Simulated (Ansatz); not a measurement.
MnHg: pressure against volume scale

Results calculated with Ansatz 0.2.0, not measured. Free energy against uniform scaling of the volume at fixed shape and fractions; periodic cell, basis, potentials, k mesh and filling as listed.

The cell before it is scaled or strained (space group P4/mmm, No. 123):
```
MnHg
1.0
      3.2880     0.0000     0.0000
      0.0000     3.2880     0.0000
      0.0000     0.0000     3.3130
Mn Hg
1 1
Direct
  0.50000 0.50000 0.50000
  0.00000 0.00000 0.00000
```

Settings of every row: functional LDA; dispersion none; potentials PAW; wave cutoff 500 eV; density cutoff 2000 eV; k mesh 9x9x9; k shift 0x0x0; occupations gaussian; smearing width 0.3 eV; spin collinear.

Limits: coarse k mesh, up to 40 meV an atom off; minimum outside the range; wide smearing; no spin-orbit coupling, which can matter with elements this heavy; with one magnetic atom in the cell only parallel moments are possible.

```csv
row,volume scale,V (Å³/atom),pressure (GPa),energy above lowest point (meV/atom)
1,0.92,16.476,?,?
2,0.9467,16.954,-5.18,11.8
3,0.9733,17.43,-7.26,30.5
4,1,17.908,-9.02,54.8
5,1.0267,18.386,-10.45,83.9
6,1.0533,18.863,-11.58,116.8
7,1.08,19.341,-12.45,152.7
```

Question: what pressure should row 1 give?

Worked fit of pressure. Take u = (V_r/V)^(2/3) − 1 with V_r = 18.147 Å³ an atom, which is twice the finite (Eulerian) strain; such expansions in the strain, on which the Birch-Murnaghan equation of state is built, carry the rest volume and the bulk modulus. The shown rows have u = 0.04638, 0.02724, 0.00888, -0.00868, -0.02547, -0.04159. Least squares give pressure = −9.77 + 80.91 × u + 392.7 × u² GPa; a straight line predicts inner rows, each left out in turn, worse (root mean square 0.29 against 0.012 GPa). The rows lie off it by -0.01, 0.01, 0.00, -0.01, 0.00, 0.01. The withheld row has u = 0.06652, so the fit gives −9.77 + 80.91 × (0.06652) + 392.7 × (0.06652)² = -2.65 GPa.

The calculation gave -2.66 GPa. The fit lies 0.01 GPa (0.1 % of the column's range) above it, one unit of the last digit. This row lies beyond the range of the fit.

The other values of row 1: energy above lowest point 0 meV/atom.
